**Q.** I have six values of an electrostatic potential in a PtSe2 bilayer, and six heights, but I don't know which belongs to which. Where do I start?

Scalar-relativistic PBEsol calculation with Ansatz 0.2.0 for a relaxed PtSe2 bilayer: PAW, no spin polarisation or dispersion correction, 420 eV cutoff, 9×9×1 k mesh, 0.1 eV Gaussian smearing, dipole correction along the surface normal. The energies are planar means of the smooth electrostatic potential energy of an electron, counted from the valence band top. Candidates: 9.86, 3.29, 12.84, 6.87, 9.26, 8.66.

| row | potential energy of an electron from the Fermi level (valence top where gapped) (eV) |
| --- | --- |
| A | -1.300 |
| B | -10.590 |
| C | -13.040 |
| D | -4.470 |
| E | 4.830 |
| F | -6.900 |

**A.** Start with the structure. Each layer is a sandwich of Se, Pt and Se planes parallel to the surface. Counting height across the 22.4 Å cell, the Pt planes lie at 8.76 and 13.64 Å. The Se planes lie at 7.48 and 10.01 Å in the lower layer, and at 12.39 and 14.92 Å in the upper one. Each value is the potential energy of an electron, averaged over the plane at that height.

**Q.** Then E is easy. It is the only positive value, and 3.29 Å is the only height well outside the bilayer.

**A.** Yes, and that assignment is sure. The zero of energy is the top of the valence band, and an electron at rest in vacuum lies above it. The other five heights are within or close to the layers, where the nuclei pull the energy down.

**Q.** For those I would say: the closer to a plane of atoms, the lower the energy. So C goes to 8.66 Å, almost on a Pt plane, and B to 9.86 Å, almost on a Se plane.

**A.** That treats both elements alike, and they aren't. Think of one sheet of neutral atoms, with its nuclei in the plane and its electrons spread to either side. By Gauss's law, the slope of the potential at a given height is set by the net charge lying farther out. On the way in from vacuum you first leave only electrons behind you, so the energy of a test electron falls until you reach the nuclei. The well is deeper the more electrons the sheet has and the farther they spread from its plane.

**Q.** And platinum wins on that count?

**A.** In this potential it should. The calculation smooths the potential near the atoms, as if each nucleus with its inner core were a small cloud of positive charge instead of a point. An electron shell about as compact as that cloud nearly cancels it and adds little to the well. That is what we expect for selenium's 3d shell, which holds ten of the electrons treated for each Se atom. Platinum's 5d shell reaches farther out and keeps more of its effect. Position helps too. The Pt plane is in the middle of the sandwich, so the wells of two Se planes overlap there and add to its own. A Se plane sits on the flank of the platinum well, where what the smoothing leaves of its own well should show only as a shoulder.

**Q.** So I should rank the heights by their distance from the nearest Pt plane?

**A.** Do that. The distances are 0.10 Å for 8.66, 0.50 Å for 9.26, 0.80 Å for 12.84 and 1.10 Å for 9.86. The height 6.87 Å comes next, at 1.89 Å. Matching them to the energies from the lowest upwards gives C, B, F, D and A.

**Q.** How sure is that?

**A.** It is as sure as the premise that platinum's smoothed well outweighs selenium's at all these heights. If selenium's were the stronger one, the six values could be matched just as neatly in another order, with C at 9.86 Å and A at 8.66 Å. The values alone can't exclude that, so here the physics has to choose. The closest call is between D and F: no other two values lie so near each other in energy, and their heights differ by only 0.30 Å in distance from platinum. Here is the whole profile.

The rows with their labels:

| height (Å) | potential energy of an electron from the Fermi level (valence top where gapped) (eV) |
| --- | --- |
| 2.69 | 4.830 |
| 3.29 | 4.830 |
| 3.88 | 4.830 |
| 4.48 | 4.820 |
| 5.08 | 4.790 |
| 5.67 | 4.620 |
| 6.27 | 3.610 |
| 6.87 | -1.300 |
| 7.47 | -3.710 |
| 8.06 | -8.230 |
| 8.66 | -13.040 |
| 9.26 | -10.590 |
| 9.86 | -4.470 |
| 10.45 | -2.480 |
| 11.05 | 2.110 |
| 11.65 | -0.320 |
| 12.24 | -3.470 |
| 12.84 | -6.900 |
| 13.44 | -12.630 |
| 14.04 | -11.300 |
| 14.63 | -5.000 |
| 15.23 | -2.840 |
| 15.83 | 1.750 |
| 16.43 | 4.320 |
| 17.02 | 4.740 |
| 17.62 | 4.810 |
| 18.22 | 4.830 |
| 18.82 | 4.830 |
| 19.41 | 4.830 |

**Q.** All six are right. Does the rest of the profile support the reason as well?

**A.** It supports the ranking by platinum. The energy rises with distance from the nearest Pt plane in all 23 rows that lie within 4.4 Å of one, on both sides of both layers. Selenium leaves only the shoulder: at 7.47 Å, practically on a Se plane, the energy is −3.71 eV, against −13.04 eV beside platinum. Don't carry this ranking over to the true potential, though. There each nucleus is a point charge, and every Se plane would have a deep, narrow well of its own. The smoothing reduces that well to a shoulder, and the depth of the platinum well also depends on how the atomic cores are represented.

**Q.** Can the rule give a number, or only an order?

**A.** Take 12.84 Å and pretend you don't know its value. It lies 0.80 Å from platinum. The row at 8.06 Å lies 0.70 Å away, with −8.23 eV, and the row at 14.63 Å lies 0.99 Å away, with −5.00 eV. A straight line between them gives

$$-8.23+\frac{0.80-0.70}{0.99-0.70}\,(8.23-5.00)\approx-7.1\ \text{eV}.$$

The table has −6.90 eV. Nothing was fitted, and the row itself was not used.

**Q.** Was that a lucky case?

**A.** The same recipe works for A, B and D, and the largest miss of the four is 0.35 eV, at 9.26 Å. D and F differ by 2.43 eV, so even the closest call is settled once the other rows are known. What the rule can't tell you is the side. A value fixes the distance from platinum, and only the list of heights says which flank or layer it came from.

**Q.** You said that the slope counts the charge farther out. Can I see that in the table?

**A.** Look at the lower surface. Between 5.67 and 6.27 Å the energy drops by about 1 eV, which by Gauss's law means that roughly 0.1 electron per surface cell lies farther out than the middle of that interval. One step further in, between 6.27 and 6.87 Å, the count is already about 0.55. The steep wall of the potential is this thin tail of electrons outside the last Se plane. Where the tail has died out, the curve is flat.

**Q.** Between the layers the energy never gets back to that flat level. Do the two layers disturb each other so strongly?

**A.** This profile can't measure how much they disturb each other, but there just isn't enough room for the energy to recover. No point between the layers is more than about 2.4 Å from a Pt plane. The highest value there, 2.11 eV at 11.05 Å, is 2.72 eV below the vacuum level. The outer surfaces, read at the same distance from platinum, give 2.39 eV, so they have hardly recovered more. The layers were relaxed without a dispersion correction, so the room between them is itself uncertain. And don't take that highest value for the barrier that an electron tunnelling between the layers would meet, because exchange and correlation are left out of this potential.

**Q.** And the flat level itself, 4.83 eV, is that the work function?

**A.** It is the ionisation energy, because the zero is the valence top. The Fermi level of this calculation lies 0.15 eV higher in the gap, so the work function is smaller by that amount. The gap is small, and the sampled k points could miss a still smaller gap or a crossing of the bands, so the valence top is only an approximate zero. For a transistor with a thin PtSe2 channel, the ionisation energy is the starting point for lining up the valence band with a metal contact, which then adds an interface dipole of its own. Spin-orbit coupling is left out here and could move the valence top, which would shift every row equally and leave your assignment untouched.

**Q.** Then what remains open?

**A.** How much of the platinum well is platinum's own. Its wide shells and its place between two Se planes both deepen it, and a single profile shows only their sum.
